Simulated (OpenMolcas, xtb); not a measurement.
## C2H3Al (ethynylalumane): methods side by side

C2H3Al has 6 atoms, charge 0, and is taken as a singlet. SMILES: `C#[C][AlH2]`. The coordinates come from a PBE0-D4/def2-TZVP relaxation.

Quantity: the HOMO–LUMO gap, in eV. The values are calculated.

```json
{"level": "GFN1-xTB", "kind": "semi-empirical", "program": "xtb", "value (eV)": "6.04", "CPU time": "under 2 s"}
{"level": "HF/def2-TZVP", "kind": "Hartree–Fock", "program": "OpenMolcas", "value (eV)": "11.68", "CPU time": "37 s"}
{"level": "SVWN5/def2-TZVP", "kind": "LDA", "program": "OpenMolcas", "value (eV)": "4.08", "CPU time": "50 s"}
{"level": "revPBE/def2-TZVP", "kind": "GGA", "program": "OpenMolcas", "value (eV)": "4.27", "CPU time": "59 s"}
{"level": "M06-L/def2-TZVP", "kind": "meta-GGA", "program": "OpenMolcas", "value (eV)": "4.88", "CPU time": "72 s"}
{"level": "B3LYP/def2-TZVP", "kind": "global hybrid", "program": "OpenMolcas", "value (eV)": "5.75", "CPU time": "62 s"}
{"level": "B2PLYP/def2-TZVP", "kind": "double hybrid", "program": "OpenMolcas", "value (eV)": "8.24", "CPU time": "52 s"}
```

The values span 4.08 to 11.68 eV. Orbital gaps aren't excitation energies, and those of double hybrids come from the SCF part alone; they tend to grow with the share of exact exchange. CPU times are rough (shared hosts, several kinds of processor): they show what a rung costs within a factor of a few.

The three functionals without exact exchange give the smallest gaps, from 4.08 to 4.88 eV. B3LYP raises the gap to 5.75 eV, B2PLYP to 8.24 eV and Hartree–Fock to 11.68 eV. Much of this widening probably arises because a Hartree–Fock virtual orbital feels the field of all the electrons, as an added electron would, whereas in a semilocal Kohn–Sham calculation occupied and empty orbitals share one potential. The spread therefore reflects what the orbital energies mean in each method more than any change in bonding.

Chemically, the HOMO is probably a π orbital of the C≡C bond and the LUMO largely the empty 3p orbital on aluminium, as expected for an electron-deficient, three-coordinate centre. The GFN1-xTB value of 6.04 eV lies close to B3LYP, but this agreement doesn't establish that the two describe the frontier orbitals alike. Gaps alone also can't show whether the widening comes mainly from a lower HOMO or a higher LUMO, so they give no direct measure of Lewis acidity.
